\section*{Worked problem: Sommerfeld corrections in free-electron sodium}

\subsection*{Statement}

Model bcc Na as a gas of non-interacting electrons of free mass, one per atom, at fixed volume. Inputs are the typical room-temperature lattice constant $a=4.29$ \AA, the typical linear expansion coefficient $\alpha=7.1\times10^{-5}$ K$^{-1}$, and an assumed lattice-potential component $|V_{110}|=V=0.25$ eV. The temperature is $T=300$ K, so $k_BT=25.85$ meV, and $\hbar^2/2m=3.810$ eV\,\AA$^2$. The density of states $g(E)$ counts both spins, energies are measured from the free-electron band bottom, primes mean $d/dE$, the spin $g$-factor is 2, and $\chi$ is the SI volume spin susceptibility.

(a) Find $\mu(T)-E_F$, the electronic heat capacity, $\chi(0)$ and $\chi(T)/\chi(0)$. (b) Check that the expansion is valid. (c) Estimate what the lattice potential and thermal expansion do to these results.

\subsection*{Why the formulas hold}

The function $-\partial f/\partial E$ is an even, normalised peak of width $\sim k_BT$ at $\mu$. Integrating by parts and expanding a smooth $H(E)$ about $\mu$ gives
\begin{equation}
\int H f\,dE=\int^{\mu}\!H\,dE+\frac{\pi^2}{6}(k_BT)^2H'(\mu)+\frac{7\pi^4}{360}(k_BT)^4H'''(\mu)+\dots
\end{equation}
Below, $g,g',g''$ without argument are evaluated at $E_F=\mu(0)$. With $H=g$, fixed electron number requires $g\,(\mu-E_F)+\frac{\pi^2}{6}(k_BT)^2g'=0$, so
\begin{equation}
\mu(T)=E_F-\frac{\pi^2}{6}(k_BT)^2\,\frac{g'}{g}.
\end{equation}
With $H=Eg$, $U-U_0=E_Fg\,(\mu-E_F)+\frac{\pi^2}{6}(k_BT)^2(g+E_Fg')$. The $g'$ terms cancel, and
\begin{equation}
C_V=\frac{\partial U}{\partial T}=\frac{\pi^2}{3}k_B^2\,g\,T\equiv\gamma T .
\end{equation}
A field shifts the two spin bands by $\mp\mu_BB$ and moves $\mu$ only at order $B^2$, so $\chi=\mu_0\mu_B^2\int g(E)\,(-\partial f/\partial E)\,dE=\mu_0\mu_B^2[g(\mu)+\frac{\pi^2}{6}(k_BT)^2g''(\mu)]$, with $g$ per volume. Inserting $g(\mu)=g+g'(\mu-E_F)$,
\begin{equation}
\frac{\chi(T)}{\chi(0)}=1+\frac{\pi^2}{6}(k_BT)^2\left[\frac{g''}{g}-\Big(\frac{g'}{g}\Big)^2\right].
\end{equation}
The bracket equals $(\ln g)''$: $\mu$ senses the slope of $\ln g$ and $\chi$ its curvature.

\subsection*{(a) Free-electron numbers}

With two atoms per cube, $n=2/a^3=0.02533$ \AA$^{-3}$, $k_F=(3\pi^2n)^{1/3}=0.9086$ \AA$^{-1}$ and $E_F=\hbar^2k_F^2/2m=3.145$ eV. Since $g\propto E^{1/2}$,
\begin{align}
g&=\frac{3}{2E_F}=0.477\ \text{eV}^{-1}\,\text{atom}^{-1}, &
\frac{g'}{g}&=\frac{1}{2E_F}=0.1590\ \text{eV}^{-1},\\
\frac{g''}{g}&=-\frac{1}{4E_F^2}=-0.0253\ \text{eV}^{-2}, &
(\ln g)''&=-\frac{1}{2E_F^2}=-0.0505\ \text{eV}^{-2}.
\end{align}
The common prefactor is $\frac{\pi^2}{6}(k_BT)^2=1.099\times10^{-3}$ eV$^2$. Therefore
\begin{align}
\mu-E_F&=-(1.099\times10^{-3}\ \text{eV}^2)(0.1590\ \text{eV}^{-1})=-0.175\ \text{meV},\\
\gamma&=\frac{\pi^2}{3}k_B^2gN_A=1.12\ \text{mJ\,mol}^{-1}\text{K}^{-2},\\
C_V&=0.337\ \text{J\,mol}^{-1}\text{K}^{-1},\\
\chi(0)&=\mu_0\mu_B^2\,\frac{3n}{2E_F}=8.15\times10^{-6},\\
\frac{\chi(T)}{\chi(0)}-1&=(1.099\times10^{-3}\ \text{eV}^2)(-0.0505\ \text{eV}^{-2})=-5.6\times10^{-5}.
\end{align}
The chemical potential falls because $g$ rises with energy: smearing at fixed $\mu$ would fill more states above $\mu$ than it empties below. The electronic $C_V$ is small beside the classical lattice value $3R=24.9$ J\,mol$^{-1}$K$^{-1}$.

\subsection*{(b) Validity}

For $g\propto E^{1/2}$ the only scale is $E_F$, and $t=k_BT/E_F=8.22\times10^{-3}$. Keeping the fourth-order term, the number condition is $E_F^{3/2}=\mu^{3/2}[1+\frac{\pi^2}{8}\tau^2+\frac{7\pi^4}{640}\tau^4]$ with $\tau=k_BT/\mu$. Inverting,
\begin{equation}
\frac{\mu}{E_F}=1-\frac{\pi^2}{12}t^2-\frac{\pi^4}{80}t^4-\dots
\end{equation}
The last term is $\frac{3\pi^2}{20}t^2=1.0\times10^{-4}$ of the one before it.

In the crystal the nearest structure in $g$ arises where the constant-energy surface touches the twelve $\{110\}$ zone faces, at $k_N=\sqrt2\pi/a=1.036$ \AA$^{-1}$ and free-electron energy $E_N=4.086$ eV. The gap puts the van Hove singularity of the lower band near $E_N-V$, which is $0.69$ eV or $27\,k_BT$ above $E_F$. Its direct thermal weight is exponentially small and the expansion is safe. The derivatives of $g$ that enter it are another matter.

\subsection*{(c) What the model leaves out}

\emph{Lattice potential.} For $|\mathbf G|=2k_N$ and $x=k/k_N=\sqrt{E/E_N}$, the second-order shift is $\delta\varepsilon=-\sum_{\mathbf G}V^2/[4E_N(1-x\cos\theta_{\mathbf G})]$, with $\theta_{\mathbf G}$ the angle between $\mathbf k$ and $\mathbf G$. Averaging the twelve terms over the sphere gives $\langle\delta\varepsilon\rangle=-(3V^2/E_N)\,\mathrm{artanh}(x)/x$. The number of states below $E$ grows by $-g_0\langle\delta\varepsilon\rangle$, where $g_0\propto x$ is the free-electron density of states. Differentiating with respect to $E$,
\begin{equation}
g=g_0(1+u),\qquad u=\frac{3V^2}{2ED},\qquad D=E_N-E .
\end{equation}
To order $V^2$ and at fixed energy, $(\ln g)'$ gains $u'$ and $(\ln g)''$ gains $u''$. At $E=3.145$ eV, $D=0.941$ eV, and
\begin{align}
u&=0.03,\qquad u'=u\Big(\frac1D-\frac1E\Big)=0.02\ \text{eV}^{-1},\\
u''&=2u\Big(\frac1{D^2}-\frac1{ED}+\frac1{E^2}\Big)=0.06\ \text{eV}^{-2}.
\end{align}
One figure is all that this order supports: the potential also lowers $E_F$ by $|\langle\delta\varepsilon\rangle|=0.07$ eV, and at that energy $u''=0.05$ eV$^{-2}$. Each derivative amplifies the structure. At fixed electron number the free-electron parts must be evaluated at the lowered Fermi level, which contributes at the same order $V^2$. The relative change of $g$ at the Fermi level, and so of $\gamma$ and $\chi(0)$, is $u-|\langle\delta\varepsilon\rangle|/2E_F=0.02$; the slope that sets the shift of $\mu$ grows by the fraction $2E_Fu'+|\langle\delta\varepsilon\rangle|/E_F$, roughly 17\%; and $u''$ is as large as the free-electron curvature with opposite sign, while that curvature itself moves by only $-|\langle\delta\varepsilon\rangle|/E_F^3=-0.002$ eV$^{-2}$. For the assumed $V$ the two nearly cancel, and since $u''\propto V^2$ even the sign of $\chi(T)-\chi(0)$ at fixed volume depends on that input.

\emph{Thermal expansion.} At constant pressure $E_F\propto a^{-2}$ gives $dE_F/dT=-2\alpha E_F=-0.45$ meV\,K$^{-1}$ relative to the band bottom, against the Sommerfeld slope $2(\mu-E_F)/T=-1.2$ $\mu$eV\,K$^{-1}$. Likewise $\chi(0)\propto n^{1/3}\propto a^{-1}$ has $d\ln\chi/dT=-\alpha$, so one kelvin of expansion outweighs the whole Sommerfeld change between 0 and 300 K.

\emph{Interactions.} Electron--phonon coupling raises the low-temperature $\gamma$, and orbital and core diamagnetism are not part of $\chi$ as defined here. Exchange and correlation enhance the spin susceptibility of Na to typically about 1.6 times the free-electron value, so the model's $\chi(0)$ is low by about that factor.

All results are the model's, at fixed volume: $\mu-E_F=-0.175$ meV, $\gamma=1.12$ mJ\,mol$^{-1}$K$^{-2}$ and $\chi(T)/\chi(0)-1=-5.6\times10^{-5}$, the last of which does not survive a weak lattice potential.